The volume change is the difference between a crystal's volume under pressure and its volume at zero pressure, as a percentage of the latter. For each row, a density-functional calculation at zero temperature let the cell and atoms of MoSi2 relax until the internal stress balanced the chosen pressure $P$. The enthalpy change is counted per atom from the same zero-pressure crystal, with $H=E+PV$, where $E$ is the internal energy and $V$ the volume. The "a change" refers to the length of the primitive cell vector, which runs obliquely through the tetragonal cell, and not to the conventional $a$ axis.

MoSi2 (I4/mmm, three-atom primitive cell), relaxed at each pressure with its symmetry kept, in Ansatz 0.2.0: PBEsol, scalar-relativistic plane-wave PAW, no spin polarisation, 420 eV cutoff, 0.1 eV Gaussian smearing, 18×18×18 k mesh at zero pressure. Changes are relative to the zero-pressure cell; a is the length of each of the three equal primitive vectors.

| pressure (GPa) | volume change (%) | enthalpy change (eV/atom) | a change (%) |
| --- | --- | --- | --- |
| -2 | 0.95 | -0.166 | 0.28 |
| 0 | 0.00 | 0.000 | 0.00 |
| 2 | -0.89 | 0.165 | -0.27 |
| 5 | -2.15 | 0.409 | -0.66 |
| 10 | -4.08 | 0.810 | -1.26 |
| 20 | -7.43 | 1.590 | -2.31 |
| 40 | -12.73 | 3.077 | -4.04 |

**From −2 to 2 GPa.** A negative pressure is a uniform pull. Pulling with 2 GPa swells the crystal by 0.95 %, while pushing equally hard shrinks it by only 0.89 %. This small asymmetry already holds the main feature of the table: the closer the atoms are, the harder it is to bring them closer still.

A useful measure is the bulk modulus $B=-V\,dP/dV$, the pressure needed for a given fractional loss of volume. Between neighbouring rows it comes to about 212 GPa on the pulled side and 224 GPa on the pushed side. The first of these lies some 3 GPa below the straight line introduced next. Rounding and small leftover stresses explain about half of this gap: with the unrounded volumes and the pressures actually reached, the value is 213 GPa. The rest fits a slight curve in the data, which lie below the line at both ends and above it in between. The stiffening itself slackens a little as the pressure grows.

**From 2 to 20 GPa.** The modulus keeps rising, and between 10 and 20 GPa it averages 281 GPa. A straight line through the six step-by-step values, placed at the middle of each pressure step, gives

$$B = B_0 + B'P,\qquad B_0\approx 219\ \text{GPa},\qquad B'\approx 4.05 .$$

Each added gigapascal of pressure thus makes the crystal about 4 GPa stiffer. Inserting this line into the definition of $B$ and integrating from zero pressure gives the volume relative to its starting value $V_0$:

$$\frac{V}{V_0}=\left(1+\frac{B'P}{B_0}\right)^{-1/B'} .$$

The formula shows when the volume curve must bend. As long as $B'P$ is small beside $B_0$, volume falls in proportion to pressure; once the two are comparable, each further step yields clearly less. With a similar $B'$, a crystal that starts softer therefore bends at a lower pressure.

**At 40 GPa.** Here $B'P/B_0=4.05\times40/219=0.74$, so stiffening is no longer a small correction. The formula gives $V/V_0=1.74^{-1/4.05}=0.872$, a loss of 12.8 %, against 12.73 % in the table. This row helped to set the line, so the agreement shows that linear stiffening describes the data, not that it predicts new ones. With the modulus held at its initial value, the loss would have been 16.7 %.

Why does the crystal stiffen? A simpler system helps: a lattice of identical springs, all shortening in proportion, whose force grows strictly in step with the shortening. Let $x$ be the spring length relative to its value at rest. The force grows as $1-x$, the area over which it acts shrinks as $x^2$, and the initial stiffness fixes the prefactor:

$$P=\frac{3B_0(1-x)}{x^2}.$$

Even this lattice stiffens, because the same springs are packed into less space. But geometry alone gives it an initial $B'$ of only 1.

At 40 GPa the lengths in MoSi2 have shrunk by 4.4 % on average. The spring lattice would reach that volume at about 32 GPa. In this picture, the remaining 8 GPa comes from bonds that grow stiffer as they shorten. Near zero pressure, the excess of $B'$ over 1 corresponds to a bond stiffness that rises by about 9 % for each 1 % of shortening.

The standard explanation lies in the electrons. When atoms are pushed together, their electron clouds overlap, and the Pauli principle forces electrons into states of higher kinetic energy. This repulsion climbs more steeply than the attraction that holds the crystal together, so the curvature of the energy grows with compression. The table shows the resulting stiffening but does not separate repulsion from attraction.

**The cell edge.** The primitive vector shortens by 4.04 % at 40 GPa. Its length and the volume together determine both conventional axes: $a$ has shrunk by about 4.8 % and $c$ by about 3.8 %. The equal changes of the three primitive vectors are required by symmetry and do not mean that the crystal shrinks equally in all directions.

The spring lattice also suggests why $a$ yields more, once its springs are free to shorten by different amounts. Each atom has ten near neighbours at about 2.6 Å: two lie straight along $c$, and eight lie obliquely. The oblique contacts lie closer to the horizontal plane than to $c$, so on their own they would resist an equal shortening more strongly along $a$. The two straight ones act along $c$ only and tip the balance the other way. With ten equal springs, however, $a$ would shrink 2.3 times as much as $c$, against 1.25 times in the calculation at 40 GPa. The picture gets the direction right and greatly exaggerates the size; it gives Mo–Si and Si–Si contacts the same stiffness and leaves out more distant neighbours and the metallic electrons, any of which may account for the difference.

**The enthalpy column.** At zero temperature, the enthalpy rises with pressure at a rate equal to the volume, $dH/dP=V$. The column is therefore the area under the volume curve. Its slope falls from 83 meV per atom and gigapascal in the first step to 74 in the last, just as the volume shrinks. Because even 40 GPa removes only about an eighth of the volume, the enthalpy looks almost straight.

Very little of this enthalpy is energy stored in the bonds. At 40 GPa the internal energy has risen by 0.19 eV per atom, about 6 % of the enthalpy change; the rest is the product $PV$. The reason is simple: pressure builds up from zero during compression, so the stored energy is roughly half the final pressure times the lost volume, whereas $PV$ contains the whole remaining volume. A large enthalpy change under pressure is thus mostly the $PV$ term and by itself says nothing about whether the crystal is stable.

The smooth curve up to 40 GPa applies to this crystal structure, whose symmetry was kept throughout. Whether another structure becomes more stable on the way would need its own enthalpy for comparison, and distortions that lower the symmetry were not tested. The PAW datasets were made for the functional PBE, not PBEsol; how much this shifts the values was not tested either. The steps between rows, and the pressures that the simpler models would require, are listed in the output below.

The analysis program printed:

```
fit of stiff on 6 rows: constant 219 +/- 1.2, coefficient of pmid 4.052 +/- 0.087; rms 1.85, worst 0 3.47, leave-one-out rms 3.79
Stiffness and simple models:
  row  mean stiffness since row before (GPa)  volume change with linear stiffening (%)  pressure at this volume with constant modulus (GPa)  pressure at this volume with constant springs (GPa)
   -2                                    n/a                                    0.9347                                               -2.071                                               -2.061
    0                                  211.5                                         0                                                    0                                                    0
    2                                  223.7                                   -0.8925                                                1.958                                                1.967
    5                                  234.5                                    -2.159                                                4.761                                                4.813
   10                                    251                                    -4.102                                                9.125                                                9.317
   20                                  281.3                                    -7.474                                                16.91                                                17.58
   40                                  339.2                                    -12.78                                                29.83                                                31.93
Axes and enthalpy:
  row  conventional a change (%)  conventional c change (%)  c/a change (%)  enthalpy slope since row before (meV/atom per GPa)  area under volume curve (eV/atom)  internal energy change (eV/atom)
   -2                     0.3442                     0.2586        -0.08528                                                 n/a                            -0.1664                          0.001155
    0                  -1.11e-14                   2.22e-14       4.441e-14                                                  83                                  0                                 0
    2                    -0.3196                    -0.2535         0.06626                                                82.5                             0.1648                         0.0008921
    5                    -0.7713                     -0.623          0.1494                                               81.33                             0.4094                          0.003946
   10                     -1.474                     -1.189           0.289                                                80.2                             0.8105                           0.01587
   20                     -2.724                     -2.173          0.5671                                                  78                              1.591                           0.05721
   40                     -4.752                     -3.804          0.9955                                               74.35                               3.08                            0.1869
rise of bond stiffness for 1 % shortening near zero pressure (%): 9.157
mean shortening of lengths at 40 GPa (%): 4.437
volume change at 40 GPa with constant modulus (%): -16.69
shrinkage of a over shrinkage of c at 40 GPa, computed: 1.249
shrinkage of a over shrinkage of c, equal springs: 2.345
internal energy share of the enthalpy change at 40 GPa (%): 6.075
```
